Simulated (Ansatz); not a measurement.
## A series in volume per atom on Cu2O5

Equation of state of a cubic crystal from periodic Kohn-Sham density functional theory without spin; pressure corrected for the finite basis. The results are calculated, by Ansatz 0.2.0 development build.

Cell of the first row (space group Pn-3m, No. 224):
```
cell vectors (Å)
   4.9430     0.0000     0.0000
   0.0000     4.9430     0.0000
   0.0000     0.0000     4.9430
atoms (fractions of the cell vectors)
Cu  0.00000  0.00000  0.00000
Cu  0.50000  0.50000  0.00000
Cu  0.50000  0.00000  0.50000
Cu  0.00000  0.50000  0.50000
O   0.50000  0.00000  0.00000
O   0.00000  0.50000  0.00000
O   0.00000  0.00000  0.50000
O   0.50000  0.50000  0.50000
O   0.75000  0.75000  0.25000
O   0.75000  0.25000  0.75000
O   0.25000  0.75000  0.75000
O   0.75000  0.25000  0.25000
O   0.25000  0.75000  0.25000
O   0.25000  0.25000  0.75000
```

Settings of every row: formula Cu2O5; structure type cubic X2O5; functional PBE; spin treatment none; k mesh 11x11x11; occupation method fermi-dirac; occupation width 0.061225619 eV; wave cutoff 700 eV; datasets soft-1 PAW; density cutoff ratio 4.

Limits: a cubic model structure, not a phase known at ambient conditions; modest k-mesh, values are not fully converged in k; no spin polarisation, a magnetic state may lie lower.

| row | volume per atom (Å³) | pressure (GPa) | energy above lowest point (meV/atom) |
| --- | --- | --- | --- |
| 1 | 8.627 | 10.833 | 17.51 |
| 2 | 8.81 | ? | ? |
| 3 | 8.994 | 3.19 | 1.78 |
| 4 | 9.177 | -0.02 | 0 |
| 5 | 9.361 | -2.88 | 1.69 |

Question: what pressure and energy above lowest point should row 2 give?

Worked fit of pressure. Take u = (V_r/V)^(2/3) − 1 with V_r = 9.0855 Å³ an atom, which is twice the finite (Eulerian) strain; such expansions in the strain, on which the Birch-Murnaghan equation of state is built, carry the rest volume and the bulk modulus. The shown rows have u = 0.03512, 0.00677, -0.00666, -0.01972. Least squares give pressure = 1.5388 + 238.69 × u + 739.1 × u² GPa; a straight line predicts inner rows, each left out in turn, worse (root mean square 0.34 against 0.0039 GPa). The rows lie off it by 0.000, 0.001, -0.002, 0.001. The pressure vanishes at u = -0.0066, or V = 9.176 Å³ an atom, and there the bulk modulus at fixed shape and fractions is B = −V dP/dV = (2/3)(1 + u) dP/du = 152 GPa. The withheld row has u = 0.02074, so the fit gives 1.5388 + 238.69 × (0.02074) + 739.1 × (0.02074)² = 6.807 GPa.

The calculation gave 6.792 GPa. The fit lies 0.015 GPa (0.11 % of the column's range) above it; its largest miss of a shown row is 0.002 GPa.

Worked fit of energy above lowest point. Take u = (V_r/V)^(2/3) − 1 with V_r = 9.0855 Å³ an atom, which is twice the finite (Eulerian) strain; such expansions in the strain, on which the Birch-Murnaghan equation of state is built, carry the rest volume and the bulk modulus. The shown rows have u = 0.03512, 0.00677, -0.00666, -0.01972. Least squares give energy above lowest point = 0.427 + 133.67 × u + 10042.2 × u² meV/atom; a straight line predicts inner rows, each left out in turn, worse (root mean square 4.6 against 0.035 meV/atom). The rows lie off it by 0.00, -0.01, 0.02, -0.01. Its lowest point lies at u = -0.0067, or V = 9.177 Å³ an atom, and the curvature there gives the bulk modulus at fixed shape and fractions, B = (4/9)(1 + u)² E″(u)/V = 154 GPa. The withheld row has u = 0.02074, so the fit gives 0.427 + 133.67 × (0.02074) + 10042.2 × (0.02074)² = 7.52 meV/atom.

The calculation gave 7.46 meV/atom. The fit lies 0.06 meV/atom (0.34 % of the column's range) above it; its largest miss of a shown row is 0.02 meV/atom.
